**Question**

I computed the atomization energy of phosphorus trifluoride, PF₃ (F3P in the program's notation), with PBE in six basis sets. The geometry was the same each time, and each result is counted from the quadruple-zeta one, 1580.8 kJ/mol. The errors don't simply shrink as the basis grows, and I'd like to understand why.

Ansatz 0.2.0, PBE without relativistic terms, for the atomization energy of PF₃ (neutral singlet) at a fixed MP2(full)/6-31G* geometry. Energies are counted from the quadruple-zeta value, and wall times come from shared machines.

| basis | functions | atomization energy less its quadruple-zeta value (kJ/mol) | rough wall time (s) |
| --- | --- | --- | --- |
| STO-3G | 24 | -240.6 | 0.4 |
| 6-31G | 40 | -427.6 | 0.6 |
| 6-31Gstar | 64 | -47.1 | 0.8 |
| cc-pV(D+d)Z | 65 | -76.2 | 0.8 |
| cc-pV(T+d)Z | 129 | -6.1 | 1 |
| cc-pV(Q+d)Z | 229 | 0.0 | 20 |

1. Why do all the smaller sets bind the molecule too weakly?
2. What changes so much between 6-31G and 6-31G\* (6-31Gstar in the table)?
3. How can STO-3G do better than 6-31G?
4. Is 6-31G\* a better basis than cc-pV(D+d)Z?
5. Has the total energy settled once the atomization energy has?
6. Which digits of 1580.8 can I trust?
7. What would change with a correlated method, or with nitrogen in place of phosphorus?

**Answer**

**1. The sign of the error**

An atomization energy compares two things: the molecule and its separated atoms. A finite basis gives the electrons too little freedom, so it puts both energies too high. If both were too high by the same amount, the atomization energy would be exact even in a poor basis. What matters is how evenly the basis treats the two sides.

Let $\delta$ be the energy in a given basis above its quadruple-zeta value. The error of the atomization energy $D$ is then

$$\Delta D=\delta_\text{atoms}-\delta_\text{molecule}.$$

In triple-zeta the atoms lie 0.916 eV too high and the molecule 0.979 eV. The difference, −0.063 eV, is the −6.1 kJ/mol of your table. In every smaller set the molecule comes off worse than the atoms, and so it is bound too weakly. This is what physics suggests, because an atom is nearly round, while in a molecule each atom's density is pulled to one side by its neighbours.

**2. The d functions**

This step is the cleanest comparison in the table, because 6-31G\* is 6-31G plus one set of d functions on each of the four atoms. (The table counts 24 more functions, six per atom, so each set also brings one round, s-like combination, whose share isn't separated here.) Together the added functions lower the molecule by 404 kJ/mol but the separated atoms by only 23 kJ/mol. The difference goes into the atomization energy, and it amounts to about 127 kJ/mol for each P–F bond.

The reason is shape. The occupied valence shells of free phosphorus and fluorine are s and p, so d functions have little to do there. In the molecule, a p orbital with some d mixed in can bend and shift its weight towards a neighbour, which s and p functions on the same atom can't fully imitate. This is called polarization. It doesn't mean that phosphorus uses a d shell for bonding: the functions sit on fluorine too, and they mainly deform orbitals that are already occupied.

**3. STO-3G against 6-31G**

STO-3G is a far worse basis whose errors happen to cancel better. It gives each orbital of the occupied atomic shells one function of fixed size, and it puts the molecule 232 eV above the quadruple-zeta energy, against 10 eV for 6-31G. Nearly all of that huge error is present in the separated atoms too, so it drops out of the difference.

Going to 6-31G lets the valence shells swell or shrink and describes the inner shells better. That repairs the atoms slightly more than the molecule, by 187 kJ/mol, and the atomization energy falls by this amount. A likely reading is that other errors of STO-3G had partly hidden the need for polarization, which only the molecule feels strongly. In 6-31G this need is still unmet and stands exposed. It may also be that in STO-3G each atom of the molecule borrows its neighbours' functions to mend its own poor description, which would strengthen the binding artificially; these runs don't test that.

The highest occupied orbital also shows how poor STO-3G is: it lies at −2.0 eV, where quadruple-zeta has −7.9 eV and 6-31G −8.0 eV. This level doesn't rank the bases in general, though. The larger 6-31G\* and cc-pV(D+d)Z give −7.4 and −7.5 eV, farther from quadruple-zeta than 6-31G, so the close match of 6-31G is no proof of its quality.

**4. 6-31G\* against cc-pV(D+d)Z**

For this one number 6-31G\* is closer, with an error of −47 against −76 kJ/mol at practically the same size. Yet cc-pV(D+d)Z gives the lower energy for the molecule and also for the atoms. In a calculation that seeks the lowest energy within its basis, lower means a total energy nearer to the limit, though part of that gain may lie in inner shells that hardly take part in bonding. The correlation-consistent set improves the atoms more than the molecule, and so it loses some of the cancellation.

The advantage of 6-31G\* is therefore a matter of balance in this molecule. One molecule can't tell whether the order stays the same for another reaction, where the errors may cancel differently.

**5. Total energy and energy difference**

The total energy has not settled. From triple- to quadruple-zeta the molecule still drops by 94 kJ/mol. The atoms drop by 88 kJ/mol, so about 94 % of the improvement is common to both sides. What remains to be improved at this stage belongs mostly to the atoms themselves, and they carry it with them into the molecule.

Convergence should thus be judged on the quantity you want. A total energy that still moves is no cause for alarm, and a small change in one energy difference doesn't prove that the basis is complete.

**6. The digits**

Quadruple-zeta is your zero of reference, not the limit of an infinite basis. To guess what is left, look at how the steps shrink along the double-, triple- and quadruple-zeta sets: first 70.1, then 6.1 kJ/mol, a factor of 11.5. If every further step shrank by the same factor, the rest would add up to

$$\frac{6.1}{11.5-1}\approx 0.6\ \text{kJ/mol}.$$

This geometric decay uses all three rows, so nothing in the table tests it. A more cautious guess lets the error fall as $1/X^3$, with $X=3$ for triple- and $X=4$ for quadruple-zeta. Fixed by these two rows, it leaves $6.1\times 27/(64-27)\approx 4.5$ kJ/mol. For double-zeta ($X=2$), which was not used, it predicts an error of −31 kJ/mol where the table has −76, so it describes the series badly. The output below gives both estimates.

I would read your result as roughly 1581 to 1585 kJ/mol for PBE at this geometry. The decimal is useful for comparing your runs with each other, but not as a statement about the basis limit.

Agreement with experiment is another matter. PBE tends to bind molecules too strongly, often by tens of kJ/mol, and zero-point motion is not included. A small basis errs the other way here, so it could land closer to a measured value for the wrong reason.

**7. Another method, another element**

With MP2 or coupled cluster, expect slower convergence. These methods must build the way two electrons avoid each other at short distance out of products of orbitals, and that takes functions of ever higher angular momentum. The $1/X^3$ law belongs to this part of the energy. PBE obtains its correlation energy from the density and its gradient, which are much easier to represent, so a basis that suffices for PBE may not suffice there.

With nitrogen in place of phosphorus, I would still add polarization functions before anything else. The atoms in NF₃ also lose their round shape when they bond, and the argument never needed a d shell on the central atom. How large the gain would be can't be read from PF₃.

The lesson has a practical side, since PF₃ serves as a phosphorus source for doping silicon. When its break-up is modelled, a basis without d functions is a poor start: 6-31G makes full atomization 27 % too cheap relative to quadruple-zeta.

Numerical output:

```
Atomization energy by basis:
          row  kJ/mol  error in percent of quadruple-zeta  error per P-F bond in kJ/mol  empty orbitals
       STO-3G    1340                              -15.22                         -80.2               3
        6-31G    1153                              -27.05                        -142.5              19
    6-31Gstar    1534                               -2.98                         -15.7              43
  cc-pV(D+d)Z    1505                               -4.82                         -25.4              44
  cc-pV(T+d)Z    1575                             -0.3859                        -2.033             108
  cc-pV(Q+d)Z    1581                                   0                             0             208
Change from the row above in kJ/mol:
          row  molecule lowered by  separated atoms lowered by  atomization energy changes by
        6-31G                21414                       21601                           -187
    6-31Gstar                403.6                       23.15                          380.5
  cc-pV(D+d)Z                  107                       136.1                          -29.1
  cc-pV(T+d)Z                382.3                       312.2                           70.1
  cc-pV(Q+d)Z                94.49                       88.39                            6.1
Energy above quadruple-zeta in eV:
          row  molecule  separated atoms  highest occupied level
       STO-3G     232.2            229.7                  -1.979
        6-31G     10.23            5.802                  -8.027
    6-31Gstar      6.05            5.562                  -7.449
  cc-pV(D+d)Z     4.942            4.152                  -7.506
  cc-pV(T+d)Z    0.9793           0.9161                  -7.764
  cc-pV(Q+d)Z         0                0                  -7.885
Gain from d functions per P-F bond (kJ/mol): 126.8
Lowering of atoms as percent of lowering of molecule when d functions are added: 5.734
Lowering of atoms as percent of lowering of molecule from triple- to quadruple-zeta: 93.54
Step double-to-triple over step triple-to-quadruple in the table: 11.49
The same ratio by the inverse cube law: 4.108
Double-zeta shift predicted by the inverse cube law (kJ/mol): -31.16
Left beyond quadruple-zeta by geometric decay (kJ/mol): 0.5814
Left beyond quadruple-zeta by the inverse cube law (kJ/mol): 4.451
```
